The gap is the energy difference between the highest filled and the lowest empty electronic level. Here it was computed within the local-density approximation (LDA), on a fixed mesh of electron wave vectors, for a series of positions of one tin atom in SnSe. The displacement $x$ is counted from the relaxed position. It is positive when the tin moves towards the selenium atom facing it and negative when it moves away. The same runs give the energy change of the cell and the force on the moved tin.

Ansatz 0.2.0 plane-wave PAW calculations (scalar-relativistic LDA, no spin polarisation, 420 eV cutoff, 6×6×4 k mesh, 0.05 eV Gaussian smearing) for a four-atom SnSe cell (P4/nmm, a = 4.190 Å, c = 10.980 Å). One Sn atom is moved along c, positive towards the facing Se, with all else fixed; energy changes are free energies relative to the undisturbed cell.

| displacement (Å) | energy change (eV a cell) | force along direction (eV/Å summed over the moved atoms) | gap on mesh (eV) |
| --- | --- | --- | --- |
| -0.2 | 0.099 | 0.874 | 1.008 |
| -0.15 | 0.059 | 0.718 | 1.149 |
| -0.1 | 0.028 | 0.524 | 1.291 |
| -0.05 | 0.007 | 0.287 | 1.428 |
| 0 | 0.000 | -0.001 | 1.463 |
| 0.05 | 0.009 | -0.348 | 1.447 |
| 0.1 | 0.036 | -0.765 | 1.417 |
| 0.15 | 0.086 | -1.262 | 1.358 |
| 0.175 | 0.121 | -1.546 | 1.321 |
| 0.2 | 0.164 | -1.855 | 1.282 |

The cell repeats in all directions, so the motion shifts a whole set of tin atoms at once, one in every cell. Most of the cell is empty: the atoms form a thin slab of two planes, and the results describe that slab rather than ordinary bulk SnSe. Two upright Sn–Se bonds in each cell join the planes. The motion shortens or stretches one of them and leaves the other at its length. The moved tin also has four selenium neighbours to the side, whose distances should change much less.

For a very small displacement any bond acts as a spring, equally stiff both ways. Farther out the two directions part company. Pushing the atoms together makes their filled shells overlap, and the repulsion grows steeply; pulling them apart weakens the bond, and the restoring force grows ever more slowly. At 0.2 Å the force in compression is about 2.1 times that in stretching. The facing selenium feels a force in the opposite direction, 83 % as large as that on the tin at the stretched end of the scan and 89 % at the compressed end, which supports the picture of one bond doing most of the work.

Lopsided as they are, force and energy change without a break. A force with linear, quadratic and cubic terms in $x$, fitted to all ten rows, follows the computed forces closely. Integrated over the path, it returns the energies to within 0.001 eV. Since the force is the slope of the energy with its sign reversed, this agreement doesn't test the picture of the bond, but it gives no sign that any row has slipped into a different electronic state.

The gap behaves differently. On the stretched side it rises towards the relaxed position by nearly equal steps of about 0.14 eV for each 0.05 Å. The next step, from −0.05 Å to 0, brings only 0.035 eV, and beyond 0 the gap falls along a gentle curve. If the straight line of the four stretched rows had continued, the gap at 0 would be 1.569 eV instead of 1.463 eV. The break is thus about 0.11 eV, far more than rounding.

The definition of the gap suggests how it can break while energy and force stay smooth. It is the smallest of many energy differences, one for each pair of a filled and an empty level. Suppose that two such differences, $g_1$ and $g_2$, compete and that each varies smoothly with $x$. The gap is then

$$E_\mathrm{g}(x)=\min\,[\,g_1(x),\,g_2(x)\,].$$

Where one difference is much smaller than the other, the gap simply follows it and looks smooth. Where the two are equal, the gap changes from one curve to the other and its slope changes abruptly. Because the gap always takes the lower curve, that slope can only drop as $x$ increases. The computed bend has this sense: a steep rise gives way to a nearly flat top.

The place of the change can be estimated by giving each side its own simple curve: a straight line for the four stretched rows and a parabola for the other six. Continued to $x=0$, the line lies $1.569-1.462=0.107$ eV above the parabola. Going towards negative $x$, the two approach each other at about 2.86 eV/Å, the difference of their slopes at 0. They should therefore meet near $-0.107/2.86\approx-0.04$ Å. The rows on both sides went into the fit, so this is a reading of the data and not an independent prediction.

The two curves describe all ten rows to a few thousandths of an electronvolt. A single smooth quartic with the same number of constants misses by about seven times as much on average. The comparison favours a break, though the dividing point was chosen after the bend had been seen. The bracket between −0.05 Å and 0 is also firmer than the estimate of −0.04 Å. The undisturbed slab has a higher symmetry than the displaced ones, and nothing guarantees that the parabola continues unchanged past that point. The displaced slabs are also polar, and no dipole correction is listed for the runs, so electric fields between the repeated slabs may have altered their gaps somewhat.

The total energy shows no matching break because it depends on all filled levels together. If two filled levels exchange the top place, both are still filled; if two empty levels exchange the bottom place, both are still empty. Such an exchange alters the gap's slope but leaves the filling as it was. A break in the slope of the energy could appear if a filled and an empty level changed places, though smearing would tend to round it. That exchange requires the gap to close. Here it stays above 1 eV, about twenty times the smearing width used to fill the levels.

A plausible guess about $g_1$ starts from the bond itself. Stretching a bond usually brings its bonding and antibonding levels closer together, so a gap between such levels would shrink on the stretched side and widen in compression. The other difference, $g_2$, would belong to levels that depend less on this bond, and it would cap the gap once $g_1$ has grown past it. This would also explain why the direction that costs less energy changes the gap more: at 0.2 Å the gap has lost 0.455 eV in stretching but only 0.181 eV in compression. The guess doesn't say why the gap also shrinks in compression. One contribution can be expected from the chemistry of tin chalcogenides: their highest filled levels usually have some antibonding character between tin s and selenium p orbitals, and squeezing a bond raises such levels. The results don't identify the levels, so both ideas remain untested.

For practical use, a slope of the gap measured on one side of a reference structure shouldn't be carried across to the other without a check. Here the stretched rows alone would overestimate the gap at rest by about 7 % of its computed value. That value is itself likely to be too small, as LDA gaps usually are, and it was obtained with PAW datasets made for another functional, PBE. The energy and force of the same rows would give no warning of the error, since both pass smoothly through the region where the gap bends.

The output printed below gives the fits and the slopes row by row. What it leaves open is which levels change places, and whether they do so sharply. Two levels that can mix would round the corner, and a coarse mesh could shift it by missing the true band edges. The wave vector and orbital character of the edge levels at −0.05 Å and at 0, followed in finer steps and on a denser mesh, would show whether the gap really passes from one pair of levels to another.

Numerical output:

```
fit of force_along_direction on 10 rows: coefficient of d -6.317 +/- 0.014, coefficient of d**2 -12.21 +/- 0.029, coefficient of d**3 -12.61 +/- 0.44; rms 0.00176, worst 0.15 -0.00272, leave-one-out rms 0.00455
Largest miss of the energy obtained by integrating the fitted force (eV): 0.0005759
Stiffness from the force fit at -0.2 Å (eV/Å2): 2.947
Stiffness from the force fit at +0.2 Å (eV/Å2): 12.71
Force size at +0.2 Å over that at -0.2 Å: 2.122
Opposing force on the facing Se at -0.2 Å (% of force on Sn): 83.27
Opposing force on the facing Se at +0.2 Å (% of force on Sn): 89.28
fit of gap_on_mesh on 10 rows: constant 1.463 +/- 0.0091, coefficient of d 0.5578 +/- 0.096, coefficient of d**2 -11.19 +/- 1.2, coefficient of d**3 3.848 +/- 3, coefficient of d**4 82.36 +/- 29; rms 0.0101, worst -0.05 -0.0213, leave-one-out rms 0.0322
fit of gap_on_mesh on 10 rows: coefficient of neg 1.569 +/- 0.0025, coefficient of neg*d 2.804 +/- 0.018, coefficient of pos 1.462 +/- 0.0019, coefficient of pos*d -0.05287 +/- 0.045, coefficient of pos*d**2 -4.268 +/- 0.21; rms 0.00142, worst 0.1 -0.00255, leave-one-out rms 0.00322
Stretched-side line continued to 0, less the computed gap (eV): 0.1065
Compressed-side curve continued to -0.05 Å, less the computed gap (eV): 0.02638
Estimated crossing of the two continued curves (Å): -0.03986
Rms miss of the single quartic over that of the two curves: 7.093
Gap lost from 0 to -0.2 Å (eV): 0.455
Gap lost from 0 to +0.2 Å (eV): 0.181
Smallest gap over the smearing width of 0.05 eV: 20.16
Slopes from the row before, and misses of the gap models:
    row  gap slope eV/Å  force slope eV/Å2  quartic miss eV  two-curve miss eV
   -0.2             n/a                n/a        -0.003636             0.0007
  -0.15            2.82              -3.12         0.006793            -0.0001
   -0.1            2.84              -3.88         0.008237            -0.0019
  -0.05            2.74              -4.74          -0.0213             0.0013
    0.0             0.7              -5.76       -0.0004751         -0.0005918
   0.05           -0.32              -6.94          0.01643           0.002096
    0.1            -0.6              -8.34         0.001488          -0.002554
   0.15           -1.18              -9.94        -0.008898          0.0004574
  0.175           -1.48             -11.36        -0.005685           0.001462
    0.2           -1.56             -12.36         0.007046         -0.0008687
```
